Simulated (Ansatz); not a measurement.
# Lattice heat capacity of rocksalt LiF and LuAs against T/θ with r2SCAN: how far one Debye temperature carries

LiF joins two light, singly charged ions across a wide gap; LuAs joins two much heavier atoms, formally triply charged, and comes out of these calculations without a gap. Both have the rocksalt structure. We examine whether their lattice heat capacities fall on one curve once temperature is divided by a Debye temperature θ, and where that description fails. A single θ would be a convenient input for thermal models of optical windows or semiconductor contacts, where stored heat governs the temperature rise after a pulse. The heat capacities are harmonic, at constant volume and per mole of atoms, from r2SCAN phonons. We measure them against the Debye function, with θ fixed by the second moment of each crystal's own phonon spectrum.

## Systems and settings

Known crystals without imaginary modes on mesh or path. The structures stem from measured cells of the Crystallography Open Database, cells from the Materials Project (structure alone), directly or through a relaxation at another level; cell and atoms were relaxed at zero pressure at each row's own level, inside the symmetry of the start, with no thermal or zero-point expansion. Program: Ansatz 0.2.0, plane waves, r2SCAN, the program's default PAW potentials, scalar-relativistic without spin-orbit coupling, no spin polarisation. Wave-function cutoff 500 eV (the default for the potentials of each cell); on the k meshes (Γ-centred) the least product of divisions and cell-vector length runs from 33 to 49 Å, relaxations included. Residual pressures at rest stay under 0.01 GPa. Occupations: fixed or methfessel-paxton smearing of 0.15 eV. Harmonic modes at natural masses come from linear response (density functional perturbation theory), with the acoustic sum rule imposed. The sums run over phonons interpolated from the q mesh of each crystal (span 9 Å or more), at the static cell. The tabled runs alone: cutoff 500 eV, k length 34 to 48 Å, k mesh 12×12×12. Warnings of the programs on runs behind the rows: eigensolver not converged (7 rows). The rows are a selection of points from finer curves.

Notes on method and selection:

- The second moment fixes the approach to the classical limit: C ≈ 3R(1 − θ²/(20T²)). At low T the lowest branches decide.
- Harmonic lattice part alone: no electronic or expansion terms. The 50 K rows are the least sure on these meshes.
- In cells without a Kohn-Sham gap the frequencies depend on k mesh and smearing; the size of that error was not measured for these rows.
- Spin-orbit coupling is left out; it matters most with heavy elements (here Lu).
- Runs that did not converge, have known faults or may not be shown are not listed, and runs on Ansatz's PAW sets soft_1 and soft_2 are kept to separate tables.

Columns:

- T over θ: temperature over the second-moment Debye temperature of the crystal.
- Debye temperature (K): Debye temperature from the second moment of the phonon density of states, (ħ/k)·√(5⟨ω²⟩/3).
- mass ratio: heaviest over lightest atomic mass.
- heat capacity (J/(mol K)): harmonic lattice heat capacity at constant volume per mole of atoms (classical limit 24.94).
- entropy (J/(mol K)): harmonic vibrational entropy per mole of atoms.

## Table of results

| member | crystal | T over θ | temperature (K) | Debye temperature (K) | mass ratio | heat capacity (J/(mol K)) | entropy (J/(mol K)) |
| --- | --- | --- | --- | --- | --- | --- | --- |
| 50 K | LiF (rocksalt) | 0.076 | 50 | 659 | 2.74 | ? | ? |
| 100 K | LiF (rocksalt) | 0.152 | 100 | 659 | 2.74 | 6.17 | 2.29 |
| 150 K | LiF (rocksalt) | 0.228 | 150 | 659 | 2.74 | 11.84 | 5.91 |
| 200 K | LiF (rocksalt) | 0.303 | 200 | 659 | 2.74 | 15.76 | 9.89 |
| 300 K | LiF (rocksalt) | 0.455 | 300 | 659 | 2.74 | 19.98 | 17.20 |
| 500 K | LiF (rocksalt) | 0.759 | 500 | 659 | 2.74 | 22.93 | 28.26 |
| 800 K | LiF (rocksalt) | 1.214 | 800 | 659 | 2.74 | 24.12 | 39.35 |
| 50 K | LuAs (rocksalt) | 0.185 | 50 | 271 | 2.34 | ? | ? |
| 100 K | LuAs (rocksalt) | 0.369 | 100 | 271 | 2.34 | 17.97 | 13.81 |
| 150 K | LuAs (rocksalt) | 0.554 | 150 | 271 | 2.34 | 21.37 | 21.84 |
| 200 K | LuAs (rocksalt) | 0.738 | 200 | 271 | 2.34 | 22.82 | 28.22 |
| 300 K | LuAs (rocksalt) | 1.107 | 300 | 271 | 2.34 | 23.96 | 37.73 |
| 500 K | LuAs (rocksalt) | 1.845 | 500 | 271 | 2.34 | 24.58 | 50.15 |
| 800 K | LuAs (rocksalt) | 2.952 | 800 | 271 | 2.34 | 24.80 | 61.76 |

Cells marked ? are withheld until the estimate has been made.

## Why the values move as they do

The Debye temperatures are 659 K for LiF and 271 K for LuAs, a ratio of 659/271 = 2.43. Mass accounts for the direction. With rough atomic masses of 7, 19, 170 and 75 for Li, F, Lu and As, the mean inverse masses differ by a factor of about 10, which alone would give a frequency ratio near 3.2. The smaller ratio found implies stiffer restoring forces in LuAs, as its higher formal charges would suggest.

Scaling by θ removes most of this difference. At 200 K the two heat capacities differ by 22.82 − 15.76 = 7.06 J/(mol K). At nearly equal T/θ, 0.759 for LiF and 0.738 for LuAs, they are 22.93 and 22.82 J/(mol K), only 0.11 apart.

As a common ruler we use the Debye function, C = 9R(T/θ)³ ∫ x⁴eˣ/(eˣ − 1)² dx, integrated from 0 to θ/T, with 3R = 24.94 J/(mol K). For LiF the tabled values exceed it by 0.16 J/(mol K) at 300 K, 0.45 at 200 K, 0.70 at 150 K and 0.72 at 100 K. The last is 13 % of the Debye value, since 0.72/(6.17 − 0.72) = 0.13. LuAs at 100 K, with T/θ = 0.369, lies 0.23 above the function, between the LiF excesses at T/θ of 0.303 and 0.455. Where their ranges of T/θ overlap, the two crystals therefore agree closely.

The failure on cooling follows from how θ is defined. The second moment weights high frequencies, so the optical modes help to set θ even when they are too cold to store much heat. The lower branches then carry the heat capacity, and they hold more modes at low frequency than a Debye spectrum with this θ allows.

The agreement is a mild test of universality, because both crystals share one structure and have similar mass ratios, 2.74 and 2.34.

## Prediction

Plain estimates from the members shown:

- 50 K (LiF (rocksalt)), mean of the 6 members shown: 16.80 J/(mol K), standard deviation 6.3

The mean of the other LiF rows, 16.80 J/(mol K), is of no use at 50 K, where the heat capacity is falling roughly as T³. We start from the 100 K row and let its entropy correct the result.

The Debye function reproduces 6.17 J/(mol K) at 100 K if θ is about 620 K. Kept unrounded, the same θ gives about 1.0 J/(mol K) at 50 K, but an entropy of 2.42 J/(mol K) at 100 K, against 2.29 in the table. Entropy is the integral of C/T, so this θ puts too much heat capacity below 100 K.

Let the surplus be d at 50 K, falling as T³ below that, still d at 75 K and zero at 100 K. Simpson's rule for the upper half gives an entropy surplus of d(1/3 + 1/6 + 4/9) = 0.944d. The entropy surplus is 2.42 − 2.29 = 0.13 J/(mol K). Divided by 0.944 without intermediate rounding, it gives d of about 0.13 J/(mol K). Taken from the unrounded heat capacity at 50 K, this leaves C = 0.88 J/(mol K).

We tried the same steps one octave higher, from 200 K to 100 K in LiF. There a θ of about 640 K, again kept unrounded, falls short of the tabled 6.17 J/(mol K) by about 0.32. The entropy correction has the right sign but supplies only about 0.17, roughly half of what is needed. The part left over, 0.32 − 0.17 = 0.15, was nearly as large as the correction itself. As a judgement we take half the present correction, 0.13/2 ≈ 0.06 J/(mol K), as one standard deviation; a miss in the same proportion as in this trial would be about two of these.

**Committed estimate, 50 K (LiF (rocksalt)): heat capacity = 0.88 ± 0.06 J/(mol K).**

## Result

| member | crystal | T over θ | temperature (K) | Debye temperature (K) | mass ratio | heat capacity (J/(mol K)) | entropy (J/(mol K)) |
| --- | --- | --- | --- | --- | --- | --- | --- |
| 50 K | LiF (rocksalt) | 0.076 | 50 | 659 | 2.74 | 0.87 | 0.25 |
| 50 K | LuAs (rocksalt) | 0.185 | 50 | 271 | 2.34 | 9.07 | 4.33 |

| member | estimate | heat capacity (J/(mol K)) | computed | estimate − computed | miss in error bars |
| --- | --- | --- | --- | --- | --- |
| 50 K (LiF (rocksalt)) | committed | 0.88 | 0.87 | +0.01 | 0.2 |
| 50 K (LiF (rocksalt)) | mean | 16.80 | 0.87 | +15.93 |  |

The estimate for LiF at 50 K, 0.88 ± 0.06 J/(mol K), lies 0.01 above the computed 0.87, well inside its error bar. The mean of the other LiF rows misses by 15.93.

The entropy correction made the difference: the θ fitted at 100 K gave about 1.0 on its own, more than two error bars too high. The assumed T³ law below 50 K held less well. It implies an entropy of one third of the heat capacity, 0.88/3 = 0.29 J/(mol K), where the table has 0.25. Part of the close agreement therefore comes from errors that offset each other.

The result also corrects our picture of a Debye description that keeps getting worse on cooling. With θ = 659 K the Debye function gives 0.85 J/(mol K) at 50 K, only 0.02 below the computed value, whereas at 100 K it was 0.72 too low. The entropy shows that this is a crossing rather than a good description. The Debye function gives 0.85/3 = 0.28 J/(mol K) at 50 K, above the 0.25 in the table, so it holds too much heat capacity at still lower temperatures. This suggests that the longest acoustic waves are stiffer than this θ implies, while the flattening of the acoustic branches towards the zone boundary adds the extra heat capacity seen by 100 K. This reading stays tentative: the 50 K row is the least sure on this mesh, and a sum that undersamples the longest waves would lower the entropy in the same way.

## Where the trend breaks

Measured against the Debye function with each crystal's own θ, LuAs at 50 K stands farthest off: the excess is about 1.0 J/(mol K), or 13 %. LiF at 100 K and 150 K follows with excesses of 0.72 and 0.70. All three lie at T/θ between 0.15 and 0.23, where flattened acoustic branches can contribute more than a Debye spectrum allows.

LuAs also departs from LiF here. Its entropy at 50 K exceeds the Debye value by about 0.94 J/(mol K), while the LiF excesses at the T/θ on either side are 0.21 and 0.52. Relative to the second moment, LuAs thus has more weight in low-frequency modes. The mass ratio offers no ready explanation, since it is the smaller of the two. Comparatively soft transverse acoustic branches are a possible cause, but the phonon run of LuAs carried an eigensolver warning, and its frequencies also depend on k mesh and smearing to an unmeasured extent.

## Closing remarks

One Debye curve serves both crystals in the rows from T/θ = 0.455 upwards, where it misses by at most 0.16 J/(mol K), under 1 %. In the rows between 0.15 and 0.23 the computed heat capacities exceed the Debye values by 6 to 13 %, and the two crystals no longer share a curve closely. For another rocksalt crystal with a similar mass ratio, the second-moment θ should give a useful first estimate in the upper range; two crystals are too few to set its error.

For practical use, the 300 K values convert with rough formula masses of 26 and 250 g/mol to 2 × 19.98/26 = 1.5 J/(g K) for LiF and 2 × 23.96/250 = 0.19 J/(g K) for LuAs.

At constant pressure, thermal expansion raises the heat capacity above these values. The extra term is α²BVT, with α the volume expansion coefficient, B the bulk modulus and V the volume per mole of atoms. Neither this term nor the electronic heat capacity of gapless LuAs is included here; both should be added before the figures are used for heating at constant pressure.
